**AlCl₃ in a minimal basis: who overbinds, and why?**

Errors in the atomization energy of AlCl₃ (neutral singlet) against FCI, calculated with Ansatz 0.2.0 at the listed levels, all in the STO-3G basis. The molecule has its MP2(full)/6-31G* geometry, correlated wavefunction levels keep the cores frozen, and no zero-point or spin-orbit terms are included.

| level | this level less the reference (FCI, same basis) (kJ/mol) |
| --- | --- |
| RHF | -43.92 |
| RMP2 | 5.86 |
| CISD | -6.00 |
| RCCSD | -5.01 |
| RCCSD(T) | -0.65 |
| BCCD(T) | -0.63 |
| RCCSDT | 0.11 |
| CISDTQ | -0.14 |
| RCCSDT(Q) | 0.05 |
| RCCSDTQ | 0.02 |
| PBE | 238.69 |
| r2SCAN | 249.80 |
| PBE0 | 209.08 |
| B3LYP | 167.63 |
| r2SCANh | 234.56 |
| r2SCAN0 | 212.78 |
| wB97M-V | 213.99 |
| B2PLYP | 110.10 |
| RPA-PBE | -248.30 |

The errors are relative to full configuration interaction (FCI), the exact answer within this basis. A positive error means that the level binds the molecule too strongly. The arithmetic behind the answers is in the printed output after this page.

**1. Which levels overbind by a chemically large amount?**

All eight density functionals do, by 110 to 250 kJ/mol. Hartree–Fock (RHF) underbinds by some tens of kJ/mol and RPA-PBE by hundreds. The other wavefunction levels stay within about 6 kJ/mol of FCI, on either side.

**2. Why does Hartree–Fock bind too weakly?**

It leaves out electron correlation, and the molecule has more of that than its separate atoms. The coupled-cluster energies of the same calculation put the molecule's correlation energy at 111 kJ/mol. The RHF error of 44 then leaves 67 for the atoms:

$$111 - 67 = 44\ \text{kJ/mol}.$$

The 67 belongs to aluminium alone. A chlorine atom has seven valence electrons in four orbitals, so there is one vacancy, and a pair of electrons can't be excited into one vacancy. Aluminium has empty 3p orbitals close above its 3s pair, and the pair mixes strongly into them. The same count holds for any halogen atom in a minimal basis, and boron has the same kind of s pair as aluminium.

**3. MP2 and CISD are both off by 6 kJ/mol. Are they equally good?**

No. CISD, which allows single and double excitations, misses 6 kJ/mol of correlation in the molecule. That equals its whole error in the table, so it must be practically exact for the atoms.

MP2, second-order perturbation theory, misses 24 kJ/mol in the molecule and 30 in the atoms. The two losses cancel down to 6, with the opposite sign. The atomic loss is the larger one because the strong 3s–3p mixing in aluminium is a poor case for second order. MP2's small error is therefore a difference of two large ones.

**4. What do triple excitations add, and which digits can be trusted?**

Coupled cluster with singles and doubles (RCCSD) underbinds by 5 kJ/mol, and full triples (RCCSDT) remove practically all of it. The perturbative estimate, marked (T), recovers most of the same gain. Triples describe a third electron readjusting while a pair correlates. Neither atom has any here: symmetry forbids them in aluminium, and chlorine has only one vacancy. The whole gain therefore goes to the molecule.

The Hartree–Fock energy of the same molecule differs by 0.02 kJ/mol between runs. The step from RCCSD to RCCSD(T) is far above that. The 0.02 left for RCCSDTQ is not, so it can't be told from zero. RCCSD(T) and BCCD(T) differ by as little and can't usefully be ranked.

**5. Do the functionals overbind because of their approximate exchange?**

Only in part. PBE0 replaces a quarter of PBE's exchange by exact exchange, and r2SCAN0 does the same for r2SCAN. Each swap lowers the error by 30 to 37 kJ/mol, because approximate exchange favours the molecule over the atoms.

r2SCAN, r2SCANh (with a tenth of exact exchange) and r2SCAN0 differ only in this share. With fixed orbitals their energies would lie on a straight line by construction, and only the response of the orbitals bends it. The line through r2SCAN and r2SCAN0 misses r2SCANh by about 0.4 kJ/mol, so the bend is small in this range. Carried on to full exact exchange, the line gives

$$249.8 - \frac{37.0}{0.25} \approx 102\ \text{kJ/mol}.$$

This is a long extrapolation, and the slight bend of the three points could shift the result by about 20. Even so, roughly 100 kJ/mol of overbinding survives without any approximate exchange.

The exact share doesn't order functionals of different families. B3LYP has less exact exchange than PBE0, 20 against 25 percent, and still overbinds less.

**6. Where does the remaining overbinding come from?**

It comes from the correlation functional. With full exact exchange, r2SCAN would differ from Hartree–Fock essentially by its correlation part. That part takes the error from −44 to about +102, a gain of some 146 kJ/mol in binding. PBE gives a similar figure. FCI gains only 44, so the functionals add more than three times as much.

The reason lies in how the two methods obtain correlation. FCI has to move electrons into empty orbitals, and there are only four of them: the correlated runs treat 24 electrons in 16 orbitals. A correlation functional reads its energy from the density and needs no empty orbitals. It therefore supplies correlation that the basis denies to FCI. Much of the functionals' error thus reflects what the reference can't describe, and the column is no ranking of functionals for real AlCl₃.

**7. Why does RPA-PBE miss in the other direction?**

The rule from question 2 suggests a candidate: correlation given to the atoms counts against binding. The random-phase approximation (RPA) in its usual form leaves out exchange between excitations, so two electrons may enter the same vacancy. A chlorine atom, which should have no correlation in this basis, then receives some. To explain the whole error, with the molecule and the aluminium atom treated correctly, each of the three chlorine atoms would need about $248/3 \approx 83$ kJ/mol. The same fault would also affect the molecule and aluminium, so this figure is only a rough scale, and no calculation here tests the idea.

**8. Is a level with an error near zero close to the measured atomization energy?**

No. The reference is 1466 kJ/mol, while the measured value is roughly 1300 (a recalled figure). Hartree–Fock in this basis already gives $1466 - 44 = 1422$, so the excess is there before any correlation is added. It is a fault of the minimal basis, and FCI inherits it. A larger basis would change the reference as well as the errors: it would correct the mean-field binding and give the chlorine atoms and the molecule empty orbitals in which to correlate.

Numerical output:

```
Number of levels that overbind by more than 100 kJ/mol: 8
Number of levels within 1 kJ/mol of FCI: 6
Correlation energy of the molecule, kJ/mol: 111
Correlation energy of the separate atoms, kJ/mol: 67.1
Correlation missed by MP2 in the molecule, kJ/mol: 24.03
Correlation missed by MP2 in the atoms, kJ/mol: 29.89
Molecular correlation missed by CCSD, kJ/mol: 5.011
Molecular correlation missed by CISD, kJ/mol: 6.017
Change from CCSD to CCSD(T), kJ/mol: 4.36
Change from CCSD to CCSDT, kJ/mol: 5.12
PBE error in percent of the reference atomization energy: 16.28
Difference of RHF energies between runs, kJ/mol: 0.0193
Change from PBE to PBE0, kJ/mol: -29.61
Change from r2SCAN to r2SCAN0, kJ/mol: -37.02
r2SCANh error predicted by the straight line, kJ/mol: 235
Prediction less computed r2SCANh error, kJ/mol: 0.432
B3LYP error less PBE line at 20 percent exact exchange, kJ/mol: -47.37
PBE line carried to full exact exchange, kJ/mol: 120.3
r2SCAN line carried to full exact exchange, kJ/mol: 101.7
Shift of the r2SCAN end point if the bend is kept, kJ/mol: 21.6
Binding from PBE correlation by this estimate, kJ/mol: 164.2
Binding from r2SCAN correlation by this estimate, kJ/mol: 145.6
```
